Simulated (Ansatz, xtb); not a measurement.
## Relative energy of two structures of CH3BZn

We compare I, a singlet given by its coordinates, with II, a singlet given by its coordinates. Both are isolated molecules in the gas phase, relaxed with PBE0-D3(BJ)/def2-SVP.

I (Å):

```yaml
atoms:
  - { symbol: C, position_ang: [-0.2190, 0.6051, 0.2777] }
  - { symbol: B, position_ang: [-1.5374, 0.3390, 0.4001] }
  - { symbol: Zn, position_ang: [-0.0245, -0.8271, -1.0606] }
  - { symbol: H, position_ang: [0.7230, 1.1083, 0.4712] }
  - { symbol: H, position_ang: [-2.6764, -0.0034, 0.4049] }
  - { symbol: H, position_ang: [0.3045, -1.9029, -2.1159] }
```

Close contacts (Å): C1–B2 1.35, C1–Zn3 1.97, B2–Zn3 2.40, C1–H4 1.09, B2–H5 1.19, Zn3–H6 1.54.

II (Å):

```xyz
6

C    -1.0614    1.2195    2.1690
B    -0.1605    0.2119    1.7565
Zn    1.4345    0.1279    3.2855
H     0.1805   -0.6365    0.9796
H    -1.0311    1.8599    3.0516
H    -1.9298    1.3996    1.5151
```

Close contacts (Å): C1–B2 1.41, B2–Zn3 2.21, C1–H5 1.09, C1–H6 1.10, B2–H4 1.20.

Energies in hartree; the thermal terms are from PBE0-D3(BJ)/def2-SVP harmonic frequencies (ideal gas, rigid rotor, one conformer each, 298.15 K, 1 atm) and include the zero-point energy:

|  | I | II |
| --- | --- | --- |
| E, CCSD(T)/def2-TZVP | −1842.947205 | −1842.941533 |
| zero-point energy | 0.031446 | 0.035437 |
| H(298 K) − E | 0.037205 | 0.041068 |
| G(298 K) − E | 0.004290 | 0.007924 |

**Question.** Work out ΔE, ΔE₀, ΔH and ΔG for I → II in kcal/mol (1 Eh = 627.51 kcal/mol) and the equilibrium ratio [II]/[I].

**Answer.** 1. ΔE = −1842.941533 − (−1842.947205) = +0.005672 Eh = +3.56 kcal/mol.
2. ΔE₀ = ΔE + ΔZPE = +0.005672 + (+0.003991) Eh = +6.06 kcal/mol.
3. ΔH = ΔE + (+0.003863) Eh = +5.98 kcal/mol.
4. ΔG = ΔE + (+0.003634) Eh = +5.84 kcal/mol, so ΔS = (ΔH − ΔG)/T = +2.0 J/(mol K).
5. kT = 0.9442 mEh, so K = [II]/[I] = exp(−ΔG/kT) = exp(−9.86) ≈ 5.2 × 10^−5.

Structure I is favoured at this temperature. An error of 1 kcal/mol in ΔG would change K by a factor of 5.4. Mirror images and further conformers aren't counted.

Other levels gave ΔE = +0.7 (PBE0-D3(BJ)/def2-SVP); +7.0 (HF/def2-TZVP); +7.9 (MP2/def2-TZVP) kcal/mol. The correlated steps freeze 7 core orbitals; the last core shell of Zn is correlated, in a basis made for valence electrons. Programs: Ansatz 0.2.0.

Structure I is the lower of the two singlets at every level quoted, though the size of the gap is much less settled than its sign. The geometries suggest that the isomers differ in the oxidation state of zinc. I reads as an organozinc hydride, H–Zn–CH=BH, with zinc(II) in a nearly linear C–Zn–H unit. II looks like CH2=BH holding a formally zinc(0) atom through a long B–Zn contact, probably by donation from the filled 4s shell into the empty boron p orbital; the bent C–B–H unit fits this. Going to I thus gives up a strong C–H bond and the B–Zn interaction for Zn–C and Zn–H bonds, a trade that nearly balances.

Vibration adds substantially to the preference, raising the difference from +3.56 to +6.06 kcal/mol, because II has a stiff C–H oscillator where I has a softer Zn–H one. Entropy matters little, since neither structure releases a fragment. Whether II would keep its zinc atom rather than dissociate is a separate question that this comparison doesn't address.
